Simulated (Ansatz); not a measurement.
# Ligand exchange: MgH(NH2) + GaH2(OH) → MgH(OH) + GaH2(NH2)

Species: MgH(NH2), singlet; GaH2(OH), singlet; MgH(OH), singlet; GaH2(NH2), singlet. The partners trade NH2 for OH: Mg–NH2 and Ga–OH bonds give way to Mg–OH and Ga–NH2.

Shapes, held fixed at every level: PBE0-D4/def2-TZVP. Programs: Ansatz 0.2.0. The zero-point and thermal change to 298 K, harmonic and unscaled (PBE0-D4/def2-TZVP), is +2.2 kJ/mol.

```csv
level,kind,ΔH(298 K) (kJ/mol),less CCSD(T)/def2-TZVPP
HF/def2-SVP,Hartree–Fock,-57.3,-12.6
HF/def2-TZVPP,Hartree–Fock,-48.1,-3.4
SPW92/def2-TZVPP,LDA,-48.9,-4.2
B3LYP-D4/def2-TZVPP,global hybrid,-46.9,-2.2
wB97X-V/def2-TZVPP,range-separated hybrid,-47.1,-2.4
CCSD(T)/def2-SVP,coupled cluster or CI,-54.4,-9.7
CCSD/def2-SVP,coupled cluster or CI,-55.2,-10.5
CCSD(T)/def2-TZVPP,coupled cluster or CI,-44.7,0.0
```

The highest level, CCSD(T)/def2-TZVPP, gives ΔH(298 K) = -44.7 kJ/mol; the levels span -57.3 to -44.7. The column of differences is taken from that level and isn't an error. No measured value is set beside it here. Relativity is left out for Ga unless named. Correlated rows may include outer-core shells of Ga, Mg, which these sets cover unevenly.

The exchange is clearly exothermic at every level, so magnesium favours hydroxide over amide more strongly than gallium does. The thermal term is small, which makes the preference essentially electronic. Magnesium is the more electropositive metal and binds largely ionically, so it gains most from the compact, more electronegative oxygen donor. Gallium forms more covalent bonds and loses less on taking nitrogen, probably helped a little by donation of the amide lone pair into its formally empty p orbital.

Because the numbers and broad types of bonds are conserved, much of the correlation energy cancels, and even Hartree–Fock lies close to coupled cluster in the larger basis. Going from the double- to the triple-zeta set matters more than the choice of method within the latter, which suggests that the small set describes the polar metal–ligand bonds unevenly. The sign is therefore secure, but the last few kJ/mol are not. The enthalpy measures a relative preference between the metals, not the strength of any single bond.
